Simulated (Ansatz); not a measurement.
## A series in volume scale on SiC

All results are calculated (Ansatz 0.2.0). Free energy against uniform scaling of the volume at fixed shape and fractions; periodic cell, basis, potentials, k mesh and filling as listed.

The cell before it is scaled or strained (space group P6_3mc, No. 186):
```
CELL_PARAMETERS angstrom
3.07600 0.00000 0.00000
-1.53800 2.66390 0.00000
0.00000 0.00000 5.04800
ATOMIC_POSITIONS crystal
Si 0.33333 0.66667 0.00000
Si 0.66667 0.33333 0.50000
C 0.33333 0.66667 0.38500
C 0.66667 0.33333 0.88500
```

Settings of every row: functional PBE; dispersion none; potentials PAW; wave cutoff 500 eV; density cutoff 2000 eV; k mesh 12x12x4; k shift 0x0x0; occupations fixed; smearing width 0 eV; spin none.

```csv
row,volume scale,V (Å³/atom),energy above lowest point (meV/atom)
1,0.9,9.307,112.3
2,0.925,9.565,66.2
3,0.95,9.824,33.4
4,0.975,10.082,12.3
5,1,10.341,1.6
6,1.025,10.6,0
7,1.05,10.858,6.6
8,1.075,11.117,?
9,1.1,11.375,40.5
```

Question: what energy above lowest point should row 8 give?

Worked fit of energy above lowest point. Take u = (V_r/V)^(2/3) − 1 with V_r = 10.212 Å³ an atom, which is twice the finite (Eulerian) strain; such expansions in the strain, on which the Birch-Murnaghan equation of state is built, carry the rest volume and the bulk modulus. The shown rows have u = 0.06382, 0.0446, 0.02616, 0.00858, -0.00833, -0.02455, -0.04007, -0.06938. Least squares give energy above lowest point = 5.69 + 630 × u + 16306 × u² meV/atom; a straight line predicts inner rows, each left out in turn, worse (root mean square 22 against 0.052 meV/atom). The rows lie off it by 0.0, 0.0, 0.1, 0.0, 0.0, -0.1, 0.0, 0.0. Its lowest point lies at u = -0.0193, or V = 10.52 Å³ an atom, and the curvature there gives the bulk modulus at fixed shape and fractions, B = (4/9)(1 + u)² E″(u)/V = 212 GPa. Letting shape and atoms relax would as a rule lower it, by much in layered, chain or molecular crystals. The withheld row has u = -0.05504, so the fit gives 5.69 + 630 × (-0.05504) + 16306 × (-0.05504)² = 20.4 meV/atom.

The calculation gave 20.4 meV/atom. The fit meets it to the printed digit.
